## Why the screened hybrid leaves the empty levels behind

The row that looks wrong is orbital index 1, the lowest empty orbital (LUMO). Going from revPBE, which has no exact exchange, to Hartree-Fock (HF), which has all of it, raises this level from −2.61 to +1.53 eV. HSE06 contains 25 % exact exchange, so it might be expected to cover about a quarter of that distance. It stops at −2.34 eV, only 7 % of the way.

Orbital energies of the closed-shell molecule ClH3MoN2O (SMILES [NH]=[Mo](=[NH])([OH])[Cl]) in the gas phase, calculated with Ansatz 0.2.0 in the def2-TZVPP basis, with a def2 core potential on Mo, at the PBE0-D4/def2-TZVP geometry. Orbitals are numbered by energy within each method, counted from the HOMO (index 0); 1 is the LUMO.

```tsv
orbital index	HSE06 (eV)	revPBE (eV)	r2SCANh (eV)	HF (eV)
-8	-10.84	-9.50	-10.60	-15.56
-7	-10.67	-9.40	-10.46	-15.11
-6	-10.32	-9.08	-10.13	-14.31
-5	-9.65	-8.45	-9.46	-13.69
-4	-9.00	-7.86	-8.84	-12.97
-3	-8.67	-7.56	-8.50	-12.45
-2	-8.34	-7.28	-8.20	-12.09
-1	-7.89	-6.87	-7.75	-11.32
0	-7.69	-6.68	-7.55	-11.23
1	-2.34	-2.61	-2.38	1.53
2	-1.95	-2.28	-2.00	1.87
```

The next empty level behaves in the same way and covers 8 % of its distance. The nine occupied levels, in contrast, cover 22 to 24 %, close to the quarter that the recipe suggests. A reader who checked only the occupied side would conclude that HSE06 is a simple blend of the two extremes. The empty side shows that it is not.

### What exact exchange does to a level

In a semilocal functional such as revPBE, an electron in an occupied orbital still feels part of its own repulsion. Exact exchange removes this self-repulsion and so pulls the occupied levels down. An empty orbital holds no electron whose self-repulsion could be removed. It loses the attractive semilocal exchange potential and gets little in return, so it moves up. The gap between the highest occupied orbital (HOMO) and the LUMO therefore opens from both sides, from 4.07 eV in revPBE to 12.76 eV in HF.

HSE06 uses its exact exchange only between electrons that are close together. At long range it returns to a semilocal description, a choice suited to solids, where the surrounding electrons weaken the interaction between distant charges. An isolated molecule has no such surroundings. The question is how much of the gap opening comes from the long-range part that HSE06 leaves out.

### A size for the lost part

The long-range part of the electron repulsion in HSE06 is $\mathrm{erf}(\omega r)/r$ in atomic units, where $r$ is the distance between two electrons and $\omega = 0.11$ per bohr sets where the short range ends. Near $r = 0$ this function is flat, with the value $C = 2\omega/\sqrt{\pi}$. The heavy atoms of this molecule are at most 3.5 Å apart, and even there the function keeps about 85 % of that value. Across the whole molecule it is therefore nearly a constant.

Exchange with a constant interaction can be worked out exactly. The exchange energy of an orbital $p$ becomes

$$-C\sum_{j}^{\text{occupied}} |\langle j|p\rangle|^2 ,$$

where $j$ runs over the occupied orbitals of the same spin. Because the orbitals are orthogonal, the sum is one if $p$ is occupied and zero if it is empty. Long-range exact exchange thus lowers each occupied level by $C$ and leaves the empty levels where they are.

The semilocal replacement is a potential that depends on position but not on whether an orbital is filled. In the same limit it shifts all levels about equally and leaves the gap unchanged. Replacing a quarter of the long-range exact exchange should therefore cost the gap $C/4$. With $C = 3.38$ eV, the loss is 0.84 eV.

The estimate can now be followed through for the gap. A quarter of the way from revPBE to HF lies at $4.07 + 0.25 \times (12.76 - 4.07) = 6.24$ eV. Subtracting the loss gives 5.40 eV, and HSE06 has 5.35 eV. No constant was adjusted to these levels, so the comparison is a test of the size of the effect; the printed analysis below applies the quarter-way rule to each level.

### Why the occupied levels look right

The semilocal potential also tells how the loss is shared. For a constant interaction the exchange energy is $-C/2$ per electron, whatever the shape of the density. A semilocal potential that reproduces this lowers every level by $C/2$, halfway between the $C$ that exact exchange gives an occupied orbital and the zero that it gives an empty one. With a quarter of the exchange replaced, occupied levels should end up $C/8$, or about 0.4 eV, too high and empty levels the same amount too low.

The table shows a less even split. Relative to the quarter-way point, the occupied HSE06 levels lie on average 0.12 eV higher and the two empty ones 0.74 eV lower. The separation between the two groups agrees with the estimate, but both sit about 0.3 eV lower than the even split would put them.

A likely cause of this common shift is electron correlation, which adds an attractive potential in a density functional. HF has no such potential, so a quarter-way blend with HF loses a quarter of it, whereas HSE06 keeps it whole. That would lower all HSE06 levels together, which is the direction seen. The size of this effect was not computed, and HSE06 and revPBE also differ in their semilocal exchange, so the table cannot say how much of the shift comes from correlation.

On this reading, the good behaviour of the occupied levels is a cancellation. The absence of long-range exact exchange pushes them up, and the common shift pulls them back down. For the empty levels both effects point downwards, which is why the deviation is so large at the LUMO.

### Telling screening from a common shift

Unequal movement of filled and empty levels is not enough to identify screening. The neighbouring method r2SCANh, with 10 % exact exchange at every distance, shows the same imbalance: its occupied levels cover 18 to 20 % of the way from revPBE to HF, its empty levels only 6 to 7 %. A downward shift common to all levels can produce this pattern without any screening, since it adds to the downward movement of the occupied levels and opposes the upward movement of the empty ones.

The gap is the better test, because a common shift drops out of it. A tenth of the way from revPBE to HF would give r2SCANh a gap of 4.94 eV, and it has 5.17 eV, slightly more. HSE06 falls short of its own mark by 0.89 eV. The contrast supports the long-range explanation, but it is not a clean control, because r2SCANh is built on a different semilocal functional from revPBE.

### Where the HF end point fails

The comparison leans on HF, whose LUMO has a fault of its own. A positive orbital energy means that an electron placed there would be better off leaving the molecule. The basis set has no diffuse functions to describe a departing electron, so it holds the orbital near the atoms at an artificially high energy. In a complete basis the lowest empty HF level would drop to zero or below, and with the present HOMO the HF gap could be no larger than 11.23 eV.

This limits how closely the estimate should be trusted. If the HF LUMO were placed at zero, the shortfall of HSE06 would shrink from 0.89 to 0.51 eV. Such an orbital would, however, be spread far outside the molecule and would not be a counterpart of the HSE06 LUMO. Even in the present basis the two may differ in character, because they are matched only by their order in energy and the shapes of the orbitals were not compared. The sign of the shortfall survives the change, but agreement to a few hundredths of an electronvolt carries no weight. The size of the common shift depends on the same HF level and is no more certain.

The HF solution is also unstable towards one in which the spins are no longer paired orbital by orbital. Its levels therefore serve here as the far end of a scale, not as a trustworthy spectrum.

### What this means for using the gap

The gap that matters for taking an electron from a molecule and giving one to it is the difference between its ionisation energy and its electron affinity. In the gas phase nothing around the molecule screens these charges, and theory then expects a functional without long-range exact exchange to give too small an orbital gap. By this argument the HSE06 gap of 5.35 eV is too small for that purpose, and the revPBE gap is smaller still. The HF gap is no safe substitute, since its upper edge is set by the basis.

A hybrid with the same 25 % of exact exchange at all distances would keep the part that HSE06 gives up. For this molecule the argument puts its occupied levels lower and its empty levels higher than those of HSE06, by roughly equal amounts. The percentage in a functional's recipe is thus only half of the information; how far the gap opens also depends on the distance over which the exact exchange acts.

The analysis program printed:

```
Levels against the quarter-way rule:
  row  quarter-way level (eV)  HSE06 less quarter-way (eV)  HSE06 fraction of way to HF  r2SCANh fraction of way to HF
   -8                  -11.02                        0.175                       0.2211                         0.1815
   -7                  -10.83                       0.1575                       0.2224                         0.1856
   -6                  -10.39                       0.0675                       0.2371                         0.2008
   -5                   -9.76                         0.11                        0.229                         0.1927
   -4                  -9.138                       0.1375                       0.2231                         0.1918
   -3                  -8.782                       0.1125                        0.227                         0.1922
   -2                  -8.482                       0.1425                       0.2204                         0.1913
   -1                  -7.982                       0.0925                       0.2292                         0.1978
    0                  -7.817                       0.1275                        0.222                         0.1912
    1                  -1.575                       -0.765                      0.06522                        0.05556
    2                  -1.242                      -0.7075                      0.07952                        0.06747
revPBE gap (eV): 4.07
r2SCANh gap (eV): 5.17
HSE06 gap (eV): 5.35
HF gap (eV): 12.76
quarter-way gap (eV): 6.242
HSE06 gap less quarter-way gap (eV): -0.8925
tenth-way gap (eV): 4.939
r2SCANh gap less tenth-way gap (eV): 0.231
long-range kernel at zero distance (eV): 3.378
estimated gap loss from screening (eV): 0.8444
estimated HSE06 gap (eV): 5.398
longest heavy-atom distance (angstrom): 3.5
kernel there as fraction of its value at zero distance: 0.8516
mean HSE06 less quarter-way for occupied levels (eV): 0.1247
mean HSE06 less quarter-way for empty levels (eV): -0.7363
common offset as midpoint of these two means (eV): -0.3058
upper bound of HF gap in a complete basis with this HOMO (eV): 11.23
HSE06 gap less quarter-way gap if HF LUMO were at zero (eV): -0.51
```
